## Counting levels near the Fermi energy

A mesh of $N^3$ points replaces the integral over the Brillouin zone by a sum in which each band at each point holds $2/N^3$ electrons per cell. In a metal the occupation jumps at the Fermi energy $E_F$, and the sum follows that jump only if many distinct levels lie within the occupation width $\sigma$ of $E_F$. With a density of states $g$ (both spins, per cell), the number of band-and-point levels within $\pm\sigma$ is $(g/2)(2\sigma)N^3 = g\sigma N^3$. SnTe3 in this cell is a metal in PBE, with overlapping bands in the narrowest run and in the reference, and the reference entropy corresponds to $g \approx 2.56$ states/eV per cell. At $\sigma = 0.1$ eV the count expected from this $g$ is $2.56 \times 0.1 \times 125 = 32$ on the coarse mesh and eight times that on the dense one. The entropy of the coarse run itself, recovered below, corresponds to more than twice this count.

Cubic symmetry makes the count worse than it looks. Equivalent points share their energies, in stars that reach 24 members on the 5×5×5 mesh, so 32 levels amount to a few distinct energies. Along Γ–L one band that crosses $E_F$ climbs by 1.70 and 0.82 eV between neighbouring coarse points, more than the largest width used. The coarse mesh therefore sees the Fermi surface as a few spikes, and the result depends on where they happen to fall.

Calculated values. SnTe3 in the D0_3 (BiF3) structure, a = 7.722 Å, 4 atoms per cell, in Ansatz 0.2.0 (PBE, plane-wave PAW, scalar-relativistic, no spin polarisation, cutoff 420 eV). Rows use Gaussian smearing and a Gamma-centred 5×5×5 k mesh; the reference has 10×10×10 and Gaussian smearing of 0.1 eV. The energy is extrapolated to zero smearing; pressure is positive in compression.

| occupation width (eV) | energy less reference (meV/atom) | free energy less reference (meV/atom) | pressure less reference (GPa) |
| --- | --- | --- | --- |
| 0.01 | 30.3 | 31.8 | 0.175 |
| 0.05 | 29.8 | 29.9 | 0.246 |
| 0.1 | 28.8 | 26.6 | 0.302 |
| 0.2 | 27.2 | 16.9 | 0.290 |
| 0.4 | 21.4 | -13.8 | 0.351 |

## Most of the error is the mesh

The columns are differences from a reference run that also has a denser mesh, so they contain the mesh error as well as the effect of the occupation width. Here $E_0$ is the energy at zero smearing, $F$ the free energy and $P$ the pressure. The row at 0.1 eV has the same rule and width as the reference, so its 28.8 meV/atom and 0.302 GPa come from the mesh alone. Over all widths $E_0$ moves by 8.9 meV/atom, under a third of that offset. The reference mesh is itself untested for convergence, so these are distances to the 10×10×10 result and not to the exact integral. The forces vanish by site symmetry on any mesh and test nothing.

## Two limits for the smearing entropy

Take Gaussian occupations in the usual form $f = \tfrac12\,\mathrm{erfc}(x)$ with $x = (\varepsilon - E_F)/\sigma$. Each spin state then adds $\sigma\, e^{-x^2}/(2\sqrt{\pi})$ to the entropy term $TS$, which is subtracted from the energy to give $F$. If $g$ is smooth over the width, the sum becomes an integral:

$$TS = g\,\sigma^2\int \frac{e^{-x^2}}{2\sqrt{\pi}}\,dx = \tfrac12\, g\,\sigma^2 .$$

One power of $\sigma$ is the entropy per state, the other is the number of states inside the window.

In the opposite limit one star of degenerate levels is partly filled and all others are far away. The electron count fixes the filling of that star, so $x$ stays constant while $E_F$ follows the level. The window gains no states as it widens, and $TS \propto \sigma$. Writing $TS \propto \sigma^p$, a well sampled metal with flat $g$ has $p = 2$ and a pinned star has $p = 1$.

The exponent controls the zero-smearing correction. $F$ is stationary with respect to orbitals and occupations, so only its explicit dependence on the width survives, $dF/d\sigma = -TS/\sigma$, and integration gives $F(\sigma) = F(0) - TS/p$. The program's estimate is $E_0 = F + TS/2$, as the energies and entropy terms of the narrowest run and the reference confirm. Hence

$$E_0(\sigma) = F(0) - TS\left(\frac1p - \frac12\right).$$

The correction is exact for $p = 2$. For $p < 2$ it adds back too little, and $E_0$ sinks as the width grows.

## One step worked in full

The two energy columns give the entropy of each row, $TS = 2(E_0 - F) + TS_{\rm ref}$, where the reference contributes 3.20 meV/atom. For the two widest rows, in meV/atom,

$$TS(0.2) = 2(27.2 - 16.9) + 3.2 = 23.8, \qquad TS(0.4) = 2(21.4 + 13.8) + 3.2 = 73.6,$$

$$p = \frac{\ln(73.6/23.8)}{\ln 2} = 1.63, \qquad \Delta E_0 = (73.6 - 23.8)\left(\frac12 - \frac{1}{1.63}\right) = -5.7 .$$

The table has $21.4 - 27.2 = -5.8$ meV/atom. No constant is fitted: the exponent of each step comes from the entropies of its own two rows.

All four steps agree with the table to 0.15 meV/atom or better. Three are within what rounding allows, and the step from the narrowest width misses by slightly more, over an interval where a single power spans a factor of five in $\sigma$. The derivative identity is built into the method, so the agreement does not test the physics of the solid. It shows that the drift of $E_0$ is what the $TS/2$ rule leaves over when $p$ differs from 2. The printed analysis after this text has all steps, along with two-parameter fits to all five rows, in which the smooth-metal laws $F \sim \sigma^2$ and $E_0 \sim \sigma^4$ miss by up to 2.1 and 1.5 meV/atom.

## How the failure shows in the numbers

The exponent lies between the two limits at every step: about 1.35 below 0.1 eV and about 1.65 above. The same fact can be read from $g_{\rm eff} = 2\,TS/\sigma^2$, which is constant in the smooth limit. It falls at every step, from 27.5 states/eV per cell at the narrowest width to 3.7 at the widest. Absolute values depend on the form assumed for $f$, while exponents and ratios do not.

The comparison at equal width isolates the mesh: at 0.1 eV the coarse mesh has 2.4 times the entropy of the dense one. At 0.01 eV the entropy is about eleven times what the reference $g$ would supply, and it requires at least 31 band-and-point levels close to $E_F$. One set of equivalent levels holds at most 24, so at least two such sets must lie there. This fits the picture of a Fermi energy caught on a spike, but the reference levels confirm it only in part. Those in the printed analysis cover 71 of the 125 coarse points. If the coarse run has the same levels there, none lies closer than 0.059 eV to its Fermi energy, about six widths away and too far to add entropy. The sets would then have to lie among the other 54 points, which the printed analysis leaves out. There the reference run has levels at -0.046, -0.088 and -0.089 eV from its own Fermi energy, which puts them 0.015, 0.027 and 0.028 eV from that of the narrowest run. They are the natural candidates, but unshifted they fit badly: the closest is 1.5 widths away, and the three together would supply less than a tenth of the entropy. To supply all of it, levels would have to shift by roughly 0.01 to 0.03 eV between the two runs, which is not tested here. A mesh whose levels left $E_F$ in an empty interval would by the same argument show too little entropy and an exponent above 2. That needs the electron count to close exactly at the edge of a star, which is the rarer case when stars are large, so excess entropy at narrow widths is the usual sign of a coarse mesh, and only its size depends on where the levels fall. With spin–orbit coupling, absent here and significant for tellurium, the levels would fall differently and these ratios would change.

## Three readings that mislead

The free-energy column changes sign, which looks like convergence and is a cancellation. Each entry equals the $E_0$ entry less $TS/2$ of the row plus 1.6 meV/atom from the reference, and $TS/2$ reaches 36.8 meV/atom in the widest row. Interpolating with the last exponent puts the zero near 0.32 eV, where $E_0$ is still about 24 meV/atom above the reference. Free energies taken at different widths are different functionals and cannot be compared as errors.

Extrapolation to zero width is well defined and leads to the wrong target. Applying the formula to the narrowest row, with $p$ assumed to lie between 1 and 1.35 below it, gives 30.4 to 30.5 meV/atom, which is the sharp-occupation energy of the 125-point sum and lies further from the reference than any row. A Methfessel–Paxton rule is built to cancel the $\sigma^2$ term of a smooth $g$, which permits wider settings with less bias, but at widths below the spacing of the coarse levels it has no hold on the error of the sum over points. A mesh sum is not variational in $N$, and the entropy model accounts for the drift with width, not for the sign or size of this offset.

Wide smearing brings $E_0$ down to 21.4 meV/atom, which may be better sampling, since a wider window averages over more stars and $g_{\rm eff}$ moves towards the reference value. It may also be bias, because a true $g$ that peaks near $E_F$ lowers $p$ on any mesh. The two effects add, and their shares are untested, since the dense mesh was run at one width only. The pressure cannot decide between them. It is furthest from the reference at the widest setting, 0.351 GPa, but it is the volume derivative of $F$, not of $E_0$, and carries a smearing term of its own: if $TS \propto V^\gamma$, the term is $\gamma\,TS/(pV)$, about $0.25\,\gamma$ GPa in the widest row and negligible in the narrowest. With $\gamma$ of order one, as for bands that narrow on expansion, this is comparable to the whole spread of the column, so pressures at different widths compare no better than free energies. Neither $\gamma$ nor the cause of the dip of 0.012 GPa at 0.2 eV is tested here.

Numerical output:

```
(E0-F)/TS from outputs: reference 0.50, row 0.01 0.51 (rule: 0.5)
mesh-only error (width 0.1): E0 28.8 meV/atom, P 0.302 GPa
spread over widths: E0 8.9, F 45.6 meV/atom, P 0.176 GPa
row 0.01 TS: columns 0.20 +-0.2, output 0.344 meV/atom (output used)
reference: TS 3.20, TS/2 1.60 meV/atom, g_eff 2.56 states/eV/cell
width eV | E0-E0(0.1) | TS | TS/2 (meV/atom) | g_eff=2TS/s^2 | g_eff/ref | P-P(0.1) GPa
0.01 | +1.5 | 0.34 | 0.17 | 27.53 | 10.76 | -0.127
0.05 | +1.0 | 3.00 | 1.50 | 9.60 | 3.75 | -0.056
0.10 | +0.0 | 7.60 | 3.80 | 6.08 | 2.38 | +0.000
0.20 | -1.6 | 23.80 | 11.90 | 4.76 | 1.86 | -0.012
0.40 | -7.4 | 73.60 | 36.80 | 3.68 | 1.44 | +0.049
step | p (+-rounding) | dF model, table | dE0 model (+-rounding), table, misfit meV/atom
0.01-0.05 | 1.35+-0.04 | -1.97, -1.9 | -0.65+-0.01, -0.5, -0.15
0.05-0.10 | 1.34+-0.14 | -3.43, -3.3 | -1.13+-0.25, -1.0, -0.13
0.10-0.20 | 1.65+-0.05 | -9.84, -9.7 | -1.74+-0.26, -1.6, -0.14
0.20-0.40 | 1.63+-0.02 | -30.57, -30.7 | -5.67+-0.26, -5.8, +0.13
rounding: each table step +-0.1, each TS from columns +-0.2 meV/atom; p=2 gives dE0=0
total E0 drift: model -9.2, table -8.9 meV/atom
fits y = a + b*s^n, residuals table-fit by row (meV/atom; rounding 0.05)
F n=2: a 30.1, b -277.8; +1.7 +0.5 -0.7 -2.1 +0.6; worst at 0.20
E0 n=4: a 29.2, b -307.6; +1.1 +0.6 -0.3 -1.5 +0.1; worst at 0.20
E0 n=2: a 29.8, b -53.0; +0.5 +0.2 -0.4 -0.4 +0.1; worst at 0.01
E0 n=1: a 31.0, b -22.9; -0.5 -0.0 +0.1 +0.8 -0.4; worst at 0.20
zero-width E0 of 5x5x5 from row 0.01: 30.4 (p=1.35) to 30.5 (p=1) meV/atom
F error zero near 0.32 eV (interpolated): TS 51, E0 error 24 meV/atom
pressure step 0.1-0.2: -0.012, 0.2-0.4: +0.061 GPa (rounding 0.001)
Fermi energy row 0.01 less reference: -0.061 eV
row 0.01 entropy needs at least 31 (k,band) pairs of 125 k near E_F
k (fifths) | star size | nearest level to reference E_F | to row-0.01 E_F (eV, same levels assumed)
(0, 0, 0) | 1 | -1.704 | -1.643
(0, 0, 1) | 8 | -0.002 | +0.059
(0, 0, 2) | 8 | +0.061 | +0.122
(0, 1, 1) | 6 | -0.365 | -0.304
(0, 1, 2) | 24 | +0.150 | +0.211
(0, 1, -2) | 24 | -0.276 | -0.215
listed points cover 71 of 125, not listed 54
band 32 steps between 5x5x5 points on Gamma-L: 1.70, 0.82 eV
```
